Two metals are stacked in alternating close-packed layers, one element per layer. Will the ordered crystal have a lower energy than the two separate metals? The column "energy over elements", computed with the r2SCAN functional, gives the answer for sixteen pairs. A negative value means that the crystal lies below its elements, though other compounds of the same two metals may lie lower still. Every crystal in this table is made of two metals. Where the spin column says "none", the moment of 0.00 was imposed and is not a result.

Crystals AB of two metals in space group P-6m2 (187), relaxed at fixed symmetry with r2SCAN in Ansatz 0.2.0 (plane-wave PAW, scalar-relativistic, cutoff 500 eV, Gaussian smearing, Gamma-centred k mesh). Energies over elements refer to the elements' standard states in r2SCAN, at zero smearing. Valence electrons are counted per formula unit, with the d shell of groups 3 to 12.

```csv
formula,element on site A,Z A,element on site B,Z B,difference of Pauling electronegativities,valence electrons,volume per atom (Å³),shortest distance (Å),spin,k mesh,smearing width,energy over elements (eV/atom),largest site moment (μB)
LiMg,Li,3,Mg,12,0.33,3,21.03,3.088,none,18×18×10,0.15 eV,-0.021,0.00
AlAg,Al,13,Ag,47,0.32,14,16.42,2.785,none,18×18×12,0.15 eV,-0.017,0.00
CaMg,Ca,20,Mg,12,0.31,4,32.76,3.519,none,15×15×8,0.15 eV,0.086,0.00
MnGa,Mn,25,Ga,31,0.26,10,14.66,2.655,collinear,18×18×10,0.1 eV,-0.163,3.46
ZnCo,Zn,30,Co,27,0.23,21,12.05,2.561,collinear,18×18×10,0.1 eV,0.023,1.88
SrCa,Sr,38,Ca,20,0.05,4,50.03,4.127,none,12×12×6,0.1 eV,0.032,0.00
YSc,Y,39,Sc,21,0.14,6,29.00,3.381,none,15×15×10,0.15 eV,0.096,0.00
YZr,Y,39,Zr,40,0.11,7,27.42,3.347,none,18×18×10,0.15 eV,0.143,0.00
ZrSc,Zr,40,Sc,21,0.03,7,24.06,3.199,none,18×18×10,0.15 eV,0.021,0.00
MoRh,Mo,42,Rh,45,0.12,15,14.53,2.719,none,18×18×10,0.1 eV,-0.081,0.00
CdAg,Cd,48,Ag,47,0.24,23,18.83,2.947,none,10×16×16,0.1 eV,-0.040,0.00
CdIn,Cd,48,In,49,0.09,15,24.58,3.129,none,15×15×8,0.1 eV,0.056,0.00
HfSc,Hf,72,Sc,21,0.06,7,23.19,3.161,none,15×15×8,0.1 eV,0.035,0.00
HfTi,Hf,72,Ti,22,0.24,8,19.92,3.001,none,18×18×10,0.15 eV,0.054,0.00
ReOs,Re,75,Os,76,0.3,15,14.33,2.700,none,18×18×10,0.1 eV,-0.089,0.00
IrOs,Ir,77,Os,76,0,17,14.11,2.690,none,18×18×10,0.1 eV,0.036,0.00
```

**(a) What sets the energy in the pairs made only of metals from groups 2 to 4, and how large should it be?**

All seven of these pairs lie above their elements. In the five from groups 3 and 4, the energy climbs from 0.021 eV/atom in ZrSc to 0.143 eV/atom in YZr, in the same order as the size difference of the two elements. Size is a natural cause because the two sites are alike, each with twelve neighbours. The larger atom is squeezed and the smaller one stretched until both fill about the same volume.

This cost has two simple limits. It vanishes when the atoms are equally large, and also when one metal is very soft, because the soft one then takes up all the strain. Treat each atom as a spring with the bulk modulus B of its element, and let the pair choose the common volume V of least energy. With elemental volumes V₁ and V₂, the cost per atom is

E = ¼ · B₁B₂/(B₁ + B₂) · (V₁ − V₂)²/V

For HfTi, rough recalled values are 22 and 18 Å³ per atom and 110 GPa for both metals. The factor with the moduli is then 55 GPa, or 0.34 eV/Å³, and the table gives V = 19.9 Å³:

E ≈ ¼ · 0.34 · 4²/19.9 ≈ 0.07 eV/atom

The calculation gives 0.054 eV/atom. No constant was adjusted to any row, so this is a real comparison. It is still only a guide to the order of magnitude, since a volume difference larger by 1 Å³ would raise the estimate to about 0.11 eV/atom. Six of the seven pairs agree within 0.02 eV/atom, which is better than such rough inputs deserve. For the small energies this is a weak test: in ZrSc, at 0.021 eV/atom, the estimate gives less than half of the computed value. The printed output lists every row.

**(b) Which rows break this pattern, and by how much?**

A squeeze can only cost energy, so a clearly negative row needs some other source of binding. MoRh, ReOs and CdAg each lie roughly 0.1 eV/atom below the size estimate. LiMg and AlAg are also negative, but they lie only about 0.02 eV/atom below the estimate, slightly more than its largest miss in the six pairs, so they are no clear breaks. CdIn and IrOs miss on the other side, by 0.034 and 0.036 eV/atom: they cost more than size alone explains. IrOs returns in part (c); the cause in CdIn stays open. Electronegativity alone does not sort the signs: CaMg and ReOs have almost the same difference, yet CaMg lies above its elements and ReOs below.

CaMg is the seventh pair of part (a), and here the ruler fails more than the rule. Its energy is positive, as size demands, but less than half the estimate. Calcium takes up nearly twice the volume of magnesium, far outside the range of a simple spring. Stretched magnesium resists less than a spring would, but squeezed calcium resists more, so these two errors partly cancel. Some binding between the two metals may also lower the energy; the table can't separate these effects.

The two magnetic rows, MnGa and ZnCo, also fall below the estimate, ZnCo by 0.08 eV/atom and MnGa by 0.43 eV/atom, the widest margin in the table. More than half of the MnGa margin is the estimate itself, which is as unsafe here as in CaMg, because the sizes of the two elements again differ too much for a simple spring. The magnetic states of both rows may not be the lowest, and r2SCAN tends to make the moments of such metals too large. Both faults can shift the energy over elements, so these two breaks can't be assigned to one cause. A lower magnetic state of the crystal itself would only deepen them.

**(c) Why do MoRh and ReOs gain energy, while IrOs does not?**

Start from the limits of an empty and a full d band. An empty band binds nothing, and a full one binds little, because its antibonding states are occupied too. Binding is strongest in between, so the energy plotted against the number of electrons has the shape of a bowl. In a mixed crystal the d levels of the two metals differ as well. The bonding states then sink and lean towards the metal with the deeper levels, while the antibonding states rise. Simple band theory expects a gain from this near the middle of the d series, where mostly bonding states are filled, and little or none near its ends. The signs in the table fit: MoRh and ReOs, with 7.5 valence electrons per atom, lie below their elements, while ZrSc with 3.5 and IrOs with 8.5 lie above. IrOs has only one electron per atom more than ReOs, though, so filling alone may not explain its sign.

MoRh joins a metal with 6 valence electrons to one with 9, whose d levels are expected to lie deeper. The charge analysis of the same calculation finds about half an electron moved from Mo to Rh. The electrons don't even out the filling: they go to the metal that already has more, as expected when the bonding states lean towards Rh. The region belonging to Rh is then some 10 % larger than that of Mo, although elemental molybdenum has the larger atoms. These regions follow the charge, so they don't measure the elastic cost of mixing.

ReOs and IrOs share osmium and have nearly equal volumes, yet IrOs lies 0.125 eV/atom higher. One likely part of this difference is the stacking: hexagonal stacking suits a d metal with 7 to 8 electrons per atom, and ReOs has 7.5. IrOs has 8.5, and its iridium must give up the cubic stacking that it prefers as an element. Rhenium and osmium are hexagonal as elements already, so the stacking explains why ReOs pays no such cost, but not why it gains energy. Nor does such a cost decide the sign alone, since both elements of MoRh are cubic and that pair still gains. Unlike d levels may supply the gain in ReOs: the electronegativity difference is larger in ReOs than in IrOs. This is weak evidence, since in MoRh much charge moves although the difference is small. Band filling together with unlike d levels is thus a plausible cause, not a proven one. The 15 valence electrons listed for CdIn don't place it beside MoRh and ReOs, since they include the filled d shell of cadmium.

CdAg needs another explanation, because its d shells are full. About 0.16 electrons move from Cd to Ag, and this transfer may supply the binding. In CdIn, which lies above its elements, almost no charge moves. That fits the guess, but two pairs can't prove it.

Output of the analysis:

```
Size cost without fitted parameters:
   row  size difference in %  estimate eV/atom  computed eV/atom  computed less estimate
  LiMg                  9.51          0.002652            -0.021                -0.02365
  AlAg                  6.09          0.004104            -0.017                 -0.0211
  CaMg                 61.05             0.218             0.086                  -0.132
  MnGa                 54.57            0.2699            -0.163                 -0.4329
  ZnCo                  33.2            0.1003             0.023                -0.07734
  SrCa                 25.98           0.03708             0.032               -0.005078
   YSc                 27.59           0.08212             0.096                 0.01388
   YZr                 36.47            0.1625             0.143                -0.01946
  ZrSc                 8.313          0.009205             0.021                  0.0118
  MoRh                 13.76            0.0569            -0.081                 -0.1379
  CdAg                 26.55           0.06429             -0.04                 -0.1043
  CdIn                 16.27           0.02179             0.056                 0.03421
  HfSc                 12.94           0.02274             0.035                 0.01226
  HfTi                 20.08           0.06893             0.054                -0.01493
  ReOs                 6.978           0.02118            -0.089                 -0.1102
  IrOs                     0                 0             0.036                   0.036
Rows below their elements (count): 6
Rows above their elements (count): 10
Pairs of groups 2 to 4 only, above their elements (count): 7
Largest miss of the estimate in groups 2 to 4 without CaMg (eV/atom): 0.01946
Rank correlation of energy with size difference in the five pairs of groups 3 and 4: 1
Rank correlation of energy with electronegativity difference in all rows: -0.3353
CaMg less ReOs, energy (eV/atom): 0.175
IrOs less ReOs, energy (eV/atom): 0.125
ReOs and MoRh, valence electrons per atom: 7.5
IrOs, valence electrons per atom: 8.5
HfTi estimate if the recalled volume difference were 1 A3 larger (eV/atom): 0.1077
MoRh, Bader volume of Rh over that of Mo: 1.102
```
